Let the electron density of an atom fall off as $e^{-ar}$ with the distance $r$ from its nucleus. Its curvature along the radius is $+a^2$ times the density. In each of the two sideways directions it is $-a/r$ times the density, because the density drops on either side of the axis. The Laplacian is the sum of the three,

$$\nabla^2\rho=\rho\left(a^2-\frac{2a}{r}\right),$$

where $\rho$ is the density. It is negative close to the nucleus and positive beyond $r=2/a$. A free atom with no bond at all therefore has regions of both signs.

This matters for one reading of bond critical points, the places where the density is lowest along a bond and highest across it. A negative Laplacian there is taken to mean shared electrons, a positive one a closed-shell contact with little sharing. The molecule below, H₂N–SiH₂–NH–CHO, puts that reading to the test, since half of its ten bonds have a positive Laplacian.

Bond critical points (QTAIM) of neutral, singlet H₂N–SiH₂–NH–CHO in the gas phase, computed with PySCF 2.14.0 at the PBE0/def2-SVP level on a GFN2-xTB geometry. Atoms are numbered 1 N (amino), 2 Si, 3 N (amide), 4 C, 5 O, 6 and 7 H on N1, 8 and 9 H on Si, 10 H on N3, 11 H on C.

| row | density (a.u.) | first atom | second atom | laplacian (a.u.) | ellipticity | energy density (a.u.) |
| --- | --- | --- | --- | --- | --- | --- |
| 1 | 0.416 | 4.000 | 5.000 | 0.287 | 0.080 | -0.737 |
| 2 | 0.336 | 3.000 | 4.000 | -0.942 | 0.074 | -0.564 |
| 3 | 0.334 | 3.000 | 10.000 | -1.571 | 0.033 | -0.443 |
| 4 | 0.333 | 1.000 | 7.000 | -1.536 | 0.040 | -0.439 |
| 5 | 0.331 | 1.000 | 6.000 | -1.517 | 0.040 | -0.434 |
| 6 | 0.277 | 4.000 | 11.000 | -1.045 | 0.022 | -0.294 |
| 7 | 0.123 | 1.000 | 2.000 | 0.731 | 0.126 | -0.040 |
| 8 | 0.121 | 2.000 | 9.000 | 0.327 | 0.008 | -0.068 |
| 9 | 0.120 | 2.000 | 8.000 | 0.317 | 0.004 | -0.067 |
| 10 | 0.114 | 2.000 | 3.000 | 0.655 | 0.111 | -0.034 |

**The first row: C=O**

The densest bond in the molecule has a positive Laplacian. If the sign measured sharing, this carbonyl bond would belong with the weakly shared ones. Its Mayer bond order, a count of shared electron pairs, is 1.94. Its energy density, the sum of a positive kinetic and a negative potential part, is the most negative of all rows, which also points to strong sharing. The tempting explanation fails here.

A second explanation looks at the sideways curvatures: perhaps the density is poorly drawn in towards the bond axis. The neighbouring C–N bond offers a comparison. The two sideways curvatures add up to −2.2 a.u. in C=O and −1.5 in C–N, so the density is drawn in more strongly in C=O. What turns the sign is the curvature along the bond, 2.5 a.u. against 0.5.

The third explanation asks where the point lies in the shells of the atoms. Along a bond the density is lowest where the falling tails of the two atoms have equal and opposite slopes. A partner that holds more density near the bond pushes this point towards the more electropositive atom. In C=O it ends up only 0.40 Å from carbon, where the tail of the 1s core is already thin but still falls so steeply that it dominates the curvature. A steep tail means a large $a$, and the curvature along the bond grows as $a^2$.

This can be estimated without fitting anything, by adding the Laplacians of a free carbon and a free oxygen atom at the computed point. Slater's rules give $a=2(6-0.30)=11.4$ per bohr for the carbon core, $6-3\cdot0.35-2\cdot0.85=3.25$ for its valence shell and $8-5\cdot0.35-2\cdot0.85=4.55$ for that of oxygen. The valence density goes as $r^2e^{-ar}$, which changes the bracket to $6/r^2-6a/r+a^2$. With carbon at $0.3956/0.529=0.748$ bohr and oxygen at $0.8114/0.529=1.53$ bohr, the three shares are

$$\frac{2\cdot11.4^3}{8\pi}\,e^{-11.4\cdot0.748}\left(11.4^2-\frac{2\cdot11.4}{0.748}\right)\approx+2.3$$

$$\frac{4\cdot3.25^5}{96\pi}\,0.748^2\,e^{-3.25\cdot0.748}\left(\frac{6}{0.748^2}-\frac{6\cdot3.25}{0.748}+3.25^2\right)\approx-1.1$$

$$\frac{6\cdot4.55^5}{96\pi}\,1.53^2\,e^{-4.55\cdot1.53}\left(\frac{6}{1.53^2}-\frac{6\cdot4.55}{1.53}+4.55^2\right)\approx+0.5$$

for the carbon core, the carbon valence shell and oxygen. They sum to about +1.7 a.u., and the core supplies the positive sign. The density functional calculation gives 0.29, so the size is far off. Bonding gathers charge between the atoms, and this probably cancels most of the free-atom value, but not all of it.

What remains is a small difference of large terms. In the free-atom picture, carbon's share drops by about 0.2 a.u. for each 0.01 Å on average between this point and that of the C–N bond, and faster at the start. A shift of the order of 0.01 Å could thus turn the sign. With a small basis set and a tight-binding geometry, the positive sign of C=O should not be taken as a fixed property of the bond.

**The second row: C–N**

Here the point lies 0.47 Å from carbon, only 0.07 Å further out than in C=O. The core tail has faded over that distance, and the valence shell of carbon, with its negative Laplacian, takes over. The free-atom sum falls to nearly zero, too close for its sign to carry weight with such simple model atoms. Bonding then takes the Laplacian clearly below zero, to −0.94 a.u. Two bonds of the same carbon atom thus get opposite signs mainly because their critical points lie on different sides of a shell boundary.

**The next four rows: N–H and C–H**

Hydrogen is the opposite limiting case, an atom without a core. Its density falls with $a=2$ per bohr, so its Laplacian is negative everywhere within 1 bohr, or 0.53 Å, of the proton. In the N–H bonds the point lies about 0.24 Å from the proton, deep inside this region. In C–H it lies 0.40 Å away, still inside but closer to the edge.

The order of the Laplacians follows: about −1.5 to −1.6 a.u. for the three N–H bonds and −1.05 for C–H. The more negative value does not show that N–H shares its electrons more evenly. Nitrogen attracts electrons more strongly than carbon does, and this polarity pushes the point towards the proton. Polarity makes the Laplacian more negative here, whereas in C=O it makes it positive. What differs is whether the atom approached by the point has a core.

**The last four rows: the bonds of silicon**

Silicon has a larger core, with eight electrons in its second shell. All four critical points lie about 0.7 Å from it, where the tail of that shell is still steep and the valence density is thin. The Laplacian is positive in every one of these rows. It is larger in Si–N than in Si–H, partly because nitrogen, seen from its outer tail, adds a clear positive share, while hydrogen, with its single electron and gentler tail, adds almost none.

For these bonds the second explanation has some merit, since their sideways curvatures are small. The density itself is small too, however, so the fair comparison is curvature divided by density. Sideways, the silicon bonds remain the weakest even so, which adds to their positive sign. The curvature along the bond is then about 6 to 9 a.u. in all five rows with a positive Laplacian, C=O included, and about 1 to 3 in the other five. A strong curvature along the bond, relative to the density, is what the positive rows have in common.

The tempting explanation may keep a grain of truth, though only for Si–N. The density added by bonding at the critical point, relative to free atoms, is about a tenth of the total there. In Si–H it is about a quarter, much the same as in C=O. By this measure the Si–N bonds are the least shared. The Mayer bond orders do not confirm it, with about 1.1 and 0.9 for the two Si–N bonds and 0.9 for both Si–H bonds. Either way, the sign of the Laplacian cannot rank these bonds, as it is the same for all three kinds.

**How far the free atoms go**

The same free-atom sum was formed for all ten bonds, with nothing adjusted to the table, and the output after this text lists it row by row. It separates the positive from the negative Laplacians. For the silicon bonds it even comes within about 0.1 a.u. of the computed values, which must be partly luck with such crude atoms. For the other six it is too high by 1.1 a.u. on average, probably for the most part because it leaves out the charge that bonding gathers between the atoms. Errors of the model atoms enter as well.

The positions of the points were taken from the molecule, so the sum explains the sign once the position is known. That polarity sets the position is an argument from standard physics, which this model does not test. For a related bond, the useful questions are which atom the point is pushed towards and whether it lies in the tail of that atom's core, in its valence shell or close to a bare proton.

Some aminosilanes with Si–N and Si–H bonds like these serve as precursors for depositing silicon nitride and silicon oxide insulators in electronic devices. A positive Laplacian in such a bond is no sign that it breaks easily during deposition. In this molecule, the carbonyl bond has one as well.

Printed output of the fit:

```
Energy densities and curvatures (a.u.):
  row        G  V_over_G  G_per_electron  H_per_electron  sideways_sum  along_bond
    1   0.8087     1.911           1.944          -1.772        -2.215       2.502
    2   0.3285     2.717          0.9777          -1.679        -1.467      0.5251
    3  0.05025     9.816          0.1504          -1.326          -2.5      0.9286
    4    0.055     8.982          0.1652          -1.318        -2.433      0.8968
    5  0.05475     8.927          0.1654          -1.311          -2.4      0.8832
    6  0.03275     9.977          0.1182          -1.061        -1.406       0.361
    7   0.2228      1.18           1.811         -0.3252       -0.3957       1.127
    8   0.1497     1.454           1.238          -0.562       -0.3694      0.6964
    9   0.1462     1.458           1.219         -0.5583        -0.362       0.679
   10   0.1978     1.172           1.735         -0.2982       -0.3659       1.021
Free-atom model (a.u., distances in angstrom):
  row  point_to_A  point_to_B  free_atom_sum  computed  left_over  deformation_e_per_A3
    1      0.3956      0.8114          1.664     0.287     -1.377                 0.636
    2      0.4652      0.8728       -0.06712    -0.942    -0.8749                 0.461
    3      0.7721      0.2349        -0.4424    -1.571     -1.129                 0.794
    4      0.7683      0.2377         -0.423    -1.536     -1.113                 0.779
    5      0.7699      0.2381        -0.4195    -1.517     -1.098                 0.774
    6      0.7044      0.4026        -0.1629    -1.045    -0.8821                 0.736
    7      0.6872       1.039         0.6911     0.731    0.03986                 0.089
    8      0.7063      0.7497         0.4219     0.327   -0.09486                 0.203
    9      0.7143      0.7487          0.367     0.317   -0.05005                 0.201
   10      0.7026       1.055         0.5518     0.655     0.1032                 0.062
Rank correlation of density with Laplacian, all rows: -0.6121
Rank correlation of free-atom sum with Laplacian, all rows: 0.8788
Sideways curvature sum, C=O minus C-N (a.u.): -0.748
Curvature along the bond, C=O minus C-N (a.u.): 1.977
Mean change of carbon's own free-atom Laplacian per 0.01 angstrom between the C=O and C-N points (a.u.): -0.2123
Correlation of left-over Laplacian with deformation density: -0.9397
Rms left-over, silicon bonds (a.u.): 0.07704
Mean left-over, bonds without silicon (a.u.): -1.079
```
